## The decision

Suppose an EPR spectrum has to be assigned to the radical H₂PO, and a functional must be chosen to predict it. Recognising the pattern is easy: at every level here phosphorus gives a coupling near 1000 MHz and the two hydrogens give one near 110 or 120 MHz. Predicting where the lines fall is harder, and the right choice depends on which nucleus matters. The comparison below is between levels of theory, so it measures sensitivity to the choice, not error against experiment.

H₂PO radical (doublet) in the gas phase, PySCF 2.14.0 with density fitting: unrestricted, non-relativistic calculations with IGLO-III on O and P and pcH-1 on H, at the PBE0-D3(BJ)/def2-SVP geometry. Couplings are for ¹⁷O, ³¹P and ¹H, with H3 the mean of both hydrogens. Spin–orbit coupling is treated in a mean-field approximation, and the g shifts use GIAOs.

| functional | exact exchange, long range (%) | A iso O1 (MHz) | A iso P2 (MHz) | A iso H3 (MHz) | isotropic g shift (ppm) | <S^2> |
| --- | --- | --- | --- | --- | --- | --- |
| PBE | 0 | -11.6 | 933.7 | 107.7 | 3120 | 0.753 |
| B3LYP | 20 | -24.2 | 1002.9 | 120.3 | 3300 | 0.756 |
| BHandHLYP | 50 | -42.4 | 1004.8 | 121.8 | 3480 | 0.763 |
| CAM-B3LYP | 65 | -22.8 | 992.7 | 121.8 | 3360 | 0.757 |
| HF | 100 | -84.1 | 931.4 | 107.4 | 3460 | 0.790 |
| PBE0 | 25 | -22.5 | 947.5 | 107.1 | 3250 | 0.757 |

*A* iso is the isotropic hyperfine coupling, the part that survives rapid tumbling. The isotropic g shift is counted from the free-electron value. ⟨S²⟩ is 0.75 for a pure doublet, and an excess signals spin contamination.

## Two limits of a contact coupling

The isotropic coupling is governed by the spin density at the nucleus, where only s functions have weight. In one limit the unpaired electron occupies an orbital with a real s share. The coupling is then large, and moderate changes in the description alter it by a small fraction.

In the other limit the unpaired electron sits in a p function, which vanishes at the nucleus. A coupling then arises only because exchange acts differently on the two spins of the paired s electrons and pulls their densities slightly apart. This is spin polarisation. Core and valence shells often contribute with opposite signs, so the small net result depends strongly on how exchange and correlation are treated.

In pyramidal H₂PO, phosphorus lies towards the first limit, because the bent shape mixes s character into the singly occupied orbital. Oxygen lies towards the second. It carries over a third of the spin in the hybrid calculations, yet with B3LYP the spin density at its nucleus is less than a tenth of that at phosphorus. The nuclear g factor of ¹⁷O is also smaller in size than that of ³¹P, which reduces the coupling further. It is negative, and this gives the coupling its minus sign; the spin density at the nucleus is positive.

## Oxygen: the share of exact exchange decides

From PBE to PBE0, the closest test of exact exchange in the table, the oxygen coupling nearly doubles in size, from −11.6 to −22.5 MHz. Hartree–Fock (HF), which also leaves out correlation, reaches −84.1 MHz. CAM-B3LYP stays near B3LYP because its listed 65% applies only at long range; at short range its share is close to that of B3LYP.

Does more exact exchange simply move spin onto oxygen? If so, the coupling should follow the oxygen spin population. Taking B3LYP as the reference, the HF value would be

$$A_{\mathrm{O}} \approx -24.2\ \mathrm{MHz}\times\frac{0.4432}{0.3643} \approx -29\ \mathrm{MHz}.$$

The estimate matches B3LYP by construction and misses most of the rise to HF. The largest ¹⁷O dipolar component, which mainly follows the p spin on oxygen, also rises by only 19%. The s-spin density at the nucleus must therefore grow much faster than the spin on oxygen as a whole. Stronger spin polarisation is the natural explanation, though the calculations do not separate it from a change in the s share of the singly occupied orbital. HF also has the largest spin contamination, with ⟨S²⟩ = 0.790. Unrestricted HF is known to exaggerate spin polarisation, so its oxygen value deserves the least trust.

## Phosphorus and hydrogen: the family decides

B3LYP and PBE0 contain similar shares of exact exchange, yet their phosphorus couplings differ by 55 MHz and their hydrogen couplings by 13 MHz. The three functionals that use LYP correlation agree to about 12 MHz for phosphorus, although their exchange shares differ widely. They also share a type of gradient-corrected exchange, so whether exchange or correlation raises the couplings remains untested.

PBE and HF agree within 3 MHz for phosphorus, but this is no sign of quality. PBE places 0.56 of the spin on phosphorus and HF only 0.45, so two different spin distributions end at nearly the same coupling.

All levels use one rigid geometry. Since the s share depends on how pyramidal the radical is, vibration can shift the phosphorus coupling too, and a better functional alone would not repair that. The calculations also leave out scalar relativity, and no larger basis was tried. Errors from these sources affect all levels and need not show in the table.

## What the steps mean in a spectrum

In first order, a phosphorus line moves by half the change in coupling. The full spread of 73 MHz therefore displaces it by about 1.3 mT. The full spread of the isotropic g shift, 360 ppm, moves the centre of the spectrum by only 0.06 mT at a field of 340 mT. For line positions at such a field, the phosphorus coupling is the main concern, unless the sample is labelled with ¹⁷O. The oxygen coupling then matters even more, because the large nuclear spin of ¹⁷O multiplies its effect on the outer lines.

In a frozen sample the separate g components matter, and their average hides part of the disagreement. From PBE to HF the largest component rises by 1310 ppm while the middle one falls by 420 ppm. BHandHLYP and HF nearly agree in the isotropic value, yet their largest and middle components each differ by hundreds of ppm. A similar isotropic value therefore does not guarantee a similar powder spectrum.

## Choice and cost

For phosphorus and hydrogen, run both B3LYP and PBE0 and treat their difference as a rough sign of the uncertainty, not as a bound, since both may err in the same direction. For oxygen, add BHandHLYP to see how strongly the result depends on exact exchange. Any of these levels will do to recognise the pattern, but none justifies a claim to within a few MHz for phosphorus.

By scaling, PBE is the cheapest of the density functionals because it needs no exact exchange. A global hybrid costs about the same at 20% as at 50%, and CAM-B3LYP adds a long-range exchange term. For four atoms these differences hardly matter, so a second hybrid is a cheap check. The printed analysis below gives the individual steps and the spin-transfer estimate for every level.

Output of the analysis:

```
Spin distribution and the transfer-only estimate:
        row  O spin population (e)  P spin population (e)  excess of S squared  17O coupling scaled from B3LYP by O spin (MHz)
        PBE                 0.3426                 0.5606                0.003                                          -22.76
      B3LYP                 0.3643                 0.5291                0.006                                           -24.2
  BHandHLYP                 0.3879                 0.5009                0.013                                          -25.77
  CAM-B3LYP                 0.3627                 0.5274                0.007                                           -24.1
         HF                 0.4432                 0.4528                 0.04                                          -29.44
       PBE0                 0.3582                 0.5431                0.007                                           -23.8
Spread of 31P coupling over all levels (MHz): 73.4
Spread of 1H coupling over all levels (MHz): 14.7
Spread of 17O coupling over all levels (MHz): 72.5
Spread of isotropic g shift over all levels (ppm): 360
Spread of 31P coupling relative to its median (%): 7.566
Spread of 1H coupling relative to its median (%): 12.89
Largest over smallest size of 17O coupling (ratio): 7.25
PBE0 minus PBE, 31P coupling (MHz): 13.8
PBE0 minus PBE, 1H coupling (MHz): -0.6
PBE0 minus PBE, 17O coupling (MHz): -10.9
PBE0 minus PBE, g shift (ppm): 130
BHandHLYP minus B3LYP, 31P coupling (MHz): 1.9
BHandHLYP minus B3LYP, 1H coupling (MHz): 1.5
BHandHLYP minus B3LYP, 17O coupling (MHz): -18.2
BHandHLYP minus B3LYP, g shift (ppm): 180
B3LYP minus PBE0, 31P coupling (MHz): 55.4
B3LYP minus PBE0, 1H coupling (MHz): 13.2
B3LYP minus PBE0, 17O coupling (MHz): -1.7
Spread of g shift among B3LYP, PBE0 and CAM-B3LYP (ppm): 110
Spread of 31P coupling among the three LYP functionals (MHz): 12.1
HF over B3LYP, 17O coupling (ratio): 3.475
HF over B3LYP, rise of O spin population (%): 21.67
HF over B3LYP, rise of largest 17O dipolar component, from further outputs (%): 19.43
HF minus PBE, largest g-shift component (ppm): 1310
HF minus PBE, middle g-shift component (ppm): -420.1
Shift of a 31P line by the full coupling spread, first order, 28 MHz per mT (mT): 1.311
Shift of the spectrum centre by the full g spread at a field of 340 mT (mT): 0.0612
```
